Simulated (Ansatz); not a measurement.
How methods differ on AlH (SMILES [AlH])

AlH: 2 atoms, total charge 0, spin state singlet. SMILES: `[AlH]`. Geometry: relaxed at PBE0-D4/def2-TZVP.

```xyz
2

Al    0.0000    0.0000   -0.0256
H     0.0000    0.0000    1.6391
```

Quantity: the electronic atomisation energy, in eV. The values are calculated. Electronic energies at fixed atoms, without zero-point motion or spin-orbit coupling.

```csv
level,kind,program,value (eV)
SVWN5/cc-pVTZ,LDA,Ansatz,3.35
BLYP/cc-pVTZ,GGA,Ansatz,3.11
revPBE/cc-pVTZ,GGA,Ansatz,2.96
r2SCAN/cc-pVTZ,meta-GGA,Ansatz,3.01
B3LYP/cc-pVTZ,global hybrid,Ansatz,3.15
wB97M-V/cc-pVTZ,range-separated hybrid,Ansatz,3.23
B2PLYP/cc-pVTZ,double hybrid,Ansatz,3.10
MP2/cc-pVTZ,perturbation theory,Ansatz,2.97
CCSD/cc-pVTZ,coupled cluster or CI,Ansatz,3.11
FCI/3-21G,exact in the basis,Ansatz,2.52
```

The values span 2.52 to 3.35 eV. High-level rows in very small sets aren't better than simpler rows in larger ones.

Apart from the LDA and the 3-21G result, the methods agree fairly closely on the strength of the Al–H bond. The LDA value of 3.35 eV is the highest, as expected from its familiar overbinding: gradient corrections stabilise the separated atoms, with their more inhomogeneous densities, more than the molecule.

Bond formation pairs the Al 3p electron with H 1s, while the 3s pair remains largely a lone pair. The new σ pair brings correlation energy absent from the separated atoms. MP2 probably recovers too little of this, which would explain its 2.97 eV against 3.11 eV from CCSD. With only two valence pairs, CCSD should leave little valence correlation untreated. The low FCI value reflects missing polarisation functions, which are needed both to shape the polar bond and to describe angular correlation.

BLYP matches CCSD at the printed precision, but this doesn't establish equal accuracy, since the correlated energy converges more slowly with basis size and would probably rise further in a larger set.
